## Question

An oxygen atom is placed by hand above a rigid aluminium (100) slab. A place shift of 0 puts it directly above a surface Al atom (atop), and a shift of 2.020 Å puts it over the hollow between four of them. The place height is measured from the top plane of Al atoms. Energies come from a density-functional calculation with spin and count from the lowest point of the map.

Ansatz 0.2.0, PBE with plane waves and PAW (cutoff 420 eV), collinear spin, 5×5×1 k mesh, Gaussian smearing of 0.1 eV and a dipole correction along z. One O atom per 2×2 surface cell is held at points along the cell diagonal above a rigid three-layer Al(100) slab. Energies are free energies at this smearing, and moments are per cell.

```
place shift (Å)  place height (Å)  energy over the lowest point of the map (eV)  moment (muB)
          0.000             1.450                                         2.190         0.000
          0.000             2.030                                         2.289         0.780
          0.000             2.430                                         3.804         1.100
          0.000             2.930                                         4.863         1.520
          0.000             3.630                                         5.319         1.850
          0.673             1.450                                         0.891         0.000
          0.673             2.030                                         2.497         0.830
          0.673             2.430                                         3.929         1.060
          0.673             2.930                                         4.844         1.440
          0.673             3.630                                         5.292         1.860
          1.347             0.870                                         0.123         0.000
          1.347             1.450                                         0.769         0.000
          1.347             2.030                                         3.001         0.780
          1.347             2.430                                         4.188         1.270
          1.347             2.930                                         4.928         1.610
          1.347             3.630                                         5.305         1.850
          2.020            -0.300                                         0.597         0.000
          2.020             0.280                                         0.087         0.000
          2.020             0.870                                         0.000         0.000
          2.020             1.450                                         1.304         0.000
          2.020             2.030                                         3.285         0.850
          2.020             2.430                                         4.307         1.430
          2.020             2.930                                         5.029         1.780
          2.020             3.630                                         5.333         1.850
```

(a) At a height of 2.03 Å the atop place is lower in energy than the hollow, yet at 1.45 Å it is higher. Explain the reversal.

(b) Build a simple model in which every Al neighbour contributes to the bond, and use it to estimate the energy difference between the two places at 2.03 Å.

(c) The atop row at 1.45 Å lies far above the other rows at the same height. What does it reveal about the model?

(d) Why does the moment disappear as the atom comes down?

## Model answer

**(a)** Equal height does not mean equal bond length. At 2.03 Å the atop oxygen has an Al neighbour 2.03 Å away. Over the hollow, the four nearest Al atoms lie 2.02 Å to the side, so their distance is $\sqrt{2.02^2+2.03^2}=2.86$ Å. The atop atom has already formed much of its bond, while the hollow atom is still approaching.

At 1.45 Å the same geometry works the other way. A cubic curve through the computed energies and vertical forces puts the best atop contact near 1.7 Å, so the atop atom is now squeezed. The hollow atom is still above its best height, which is roughly 0.7 Å. The lowest row at 1.45 Å belongs to neither of them but to the shift of 1.347 Å, where the nearest contact is 1.98 Å, neither squeezed nor very long.

A fair comparison of places therefore lets each have its own best height. The interpolated minima, which are rough because the heights are widely spaced, are about 1.0 eV atop and −0.1 eV in the hollow. The hollow is thus favoured by some 1.1 eV, although the table has it 1.0 eV above the atop place at 2.03 Å.

**(b)** A bond depends on the overlap of orbitals, which falls off roughly exponentially with distance. Let $r_i$ be the distance from oxygen to Al neighbour $i$ and $s$ a decay length. The total overlap is then measured by

$$N=\sum_i \exp\!\left(\frac{2\,\text{Å}-r_i}{s}\right).$$

While $N$ is small, each neighbour adds its own share, and the energy falls in proportion to $N$. This cannot go on, because oxygen has room for only two more electrons in its 2p shell, and filled shells repel. The simplest way to include both is a cost that grows as $N^2$:

$$E=E_0-aN+bN^2.$$

This form is chosen for simplicity. The Al–O bond is expected to be largely ionic, and a good fit cannot show that overlap rather than charge transfer sets the energy. For a single neighbour the form is the familiar Morse curve. For several neighbours, the square of the whole sum means that they share one limited capacity to bond.

A least-squares fit gives $s=0.537$ Å, $E_0=5.63$ eV, $a=3.26$ eV and $b=0.447$ eV. It uses the 21 rows whose nearest contact is longer than 1.65 Å. The other three are left out because a single Al–O pair is already compressed in them.

At 2.03 Å, the four corners of the hollow give

$$N_\text{hollow}\approx 4\,e^{(2-2.864)/0.537}=0.80 .$$

Atop, the Al atom underneath contributes most, but the next four, at 3.505 Å, also count:

$$N_\text{atop}\approx e^{(2-2.03)/0.537}+4\,e^{(2-3.505)/0.537}=0.95+0.24=1.19 .$$

Inserting these sums gives

$$E_\text{hollow}\approx 5.63-2.61+0.29=3.3\ \text{eV},$$
$$E_\text{atop}\approx 5.63-3.88+0.63=2.4\ \text{eV}.$$

The estimated difference is 0.9 eV, against 1.0 eV in the table. Both rows were part of the fit, so this shows that the model can describe them, not that it predicts them.

**(c)** The atop row at 1.45 Å was not part of the fit, and there the model fails badly. It gives −0.25 eV where the calculation gives 2.19 eV. The failure is instructive because the total overlap in this row is not excessive. It is about 3.2, close to the 2.9 of the hollow row at 0.87 Å, which is the lowest point of the map.

What differs is how the overlap is distributed. In the hollow it is spread mainly over four contacts of 2.20 Å, whereas atop most of it sits in one contact of 1.45 Å. Theory offers a reason: the repulsion between the electron clouds of two atoms rises more steeply with decreasing distance than the bonding overlap does. One very short contact then costs more than several moderate ones that provide the same bonding.

The same argument can also account for the preference for the hollow, though the fits do not test it directly. A model that depends on $N$ alone has the same lowest energy wherever the best $N$ can be reached, so it has no means of producing the 1.1 eV between the two minima. Repulsion that acts contact by contact favours the place where the bond can be shared. It stops the nearest contact near 1.7 Å, both atop and at the shift of 1.347 Å. Atop, the other neighbours are then still far away, whereas at 1.347 Å two more are within reach, and the interpolated minimum there is already close to that of the hollow.

**(d)** A free oxygen atom has two unpaired 2p electrons and a moment of 2 $\mu_\text{B}$. Near the metal, its 2p levels mix with the Al states, broaden, and take up electrons. Once the broadening outweighs the energy gained by keeping spins parallel, the moment vanishes. The table agrees with this picture: the moment is 1.85 to 1.86 $\mu_\text{B}$ at 3.63 Å, about 0.8 at 2.03 Å, and zero at 1.45 Å and below.

On the scale of the model, a moment is still present at about a third of the best overlap and absent at just under a half. These are bounds set by the heights sampled, and $N$ alone does not fix the moment: at 2.03 Å it is about 0.8 $\mu_\text{B}$ at every place, although $N$ runs from 0.80 to 1.19. The spin is thus lost well before the bond is complete. Whether it fades steeply or jumps to zero between 2.03 and 1.45 Å is not resolved by these heights. The heights themselves also deserve caution: functionals such as PBE tend to let charge pass too easily between a metal and a separated atom, so the real moment may survive closer to the surface.

## Remarks on the reasoning

The main trap is to read one height as a ranking of places. A student who used only the rows at 2.03 Å would conclude that oxygen prefers to sit on top of an Al atom. It helps to calculate the contact length before looking at the energy.

A second trap is to take the long contact at the hollow minimum, 2.12 Å, as proof that shared bonds are longer. The rigid lattice keeps the four surface atoms at least 2.02 Å away there, so much of that length is imposed. Better evidence comes from farther out, where the contacts can vary freely. The hollow atom reaches the energy of the atop row at 2.43 Å while its contacts are still 0.58 Å longer, roughly because four weak bonds do the work of one stronger bond. A bare count, $s\ln 4$, would give 0.74 Å; the atop atom also draws on its four outer neighbours, which narrows the gap. This concerns the approach, not the bond lengths at rest.

A good answer also asks whether the bonds could simply add, each with its own Morse curve. That version has as many constants and was fitted to the same rows, but its typical error is 0.41 eV against 0.11 eV for the shared bond. For the squeezed atop row it errs in the other direction, giving 7.1 eV. The computed energy lies between the two models, which suggests that bonding is largely shared while part of the repulsion belongs to each contact.

The small error of the shared model should not be overrated. When each row in turn is predicted from the others, it grows to 0.27 eV. Much of this is to be expected from the hollow row at −0.3 Å. There, and at 0.28 Å, the sum has passed its best value, which is why the energy rises again, and at −0.3 Å the nearest neighbour is the second-plane atom, about 1.8 Å below. These two rows do most to fix $b$. The model is a good guide to the approach of the atom and a poor one to strongly compressed contacts.

The differences between places fade with height because every overlap becomes small, and because the four longer contacts of the hollow then add up to nearly as much as the contacts of the atop place. At 2.93 Å the four places differ by less than 0.2 eV. At 3.63 Å they differ by less than the accuracy of such a thin slab, so their order there deserves no explanation.

The hollow beats the atop place, but its exact centre need not be where the oxygen comes to rest. At a shift of 1.347 Å and a height of 0.87 Å, the computed sideways force is 3.6 eV/Å towards the hollow, yet the energy is only 0.12 eV above that of the hollow row at the same height. So steep a slope with so small a total drop suggests that the energy first dips below the hollow value and then rises again. On this rigid lattice the oxygen probably prefers to sit somewhat off centre. Along the diagonal, the only line sampled, this means one shorter contact and one longer one. The 1.1 eV then compares atop with the centre of the hollow, and the drop to the lowest place is probably somewhat larger.

Finally, the 1.1 eV between atop and hollow is not a barrier for diffusion. The path does not cross the bridge between two Al atoms, and the metal was not allowed to relax around the oxygen. Nor does a slowly arriving atom head straight for the hollow: at 2.03 Å and above the computed sideways forces point towards the atop place, and only lower down, once the nearest contact is squeezed, do they turn towards the hollow.
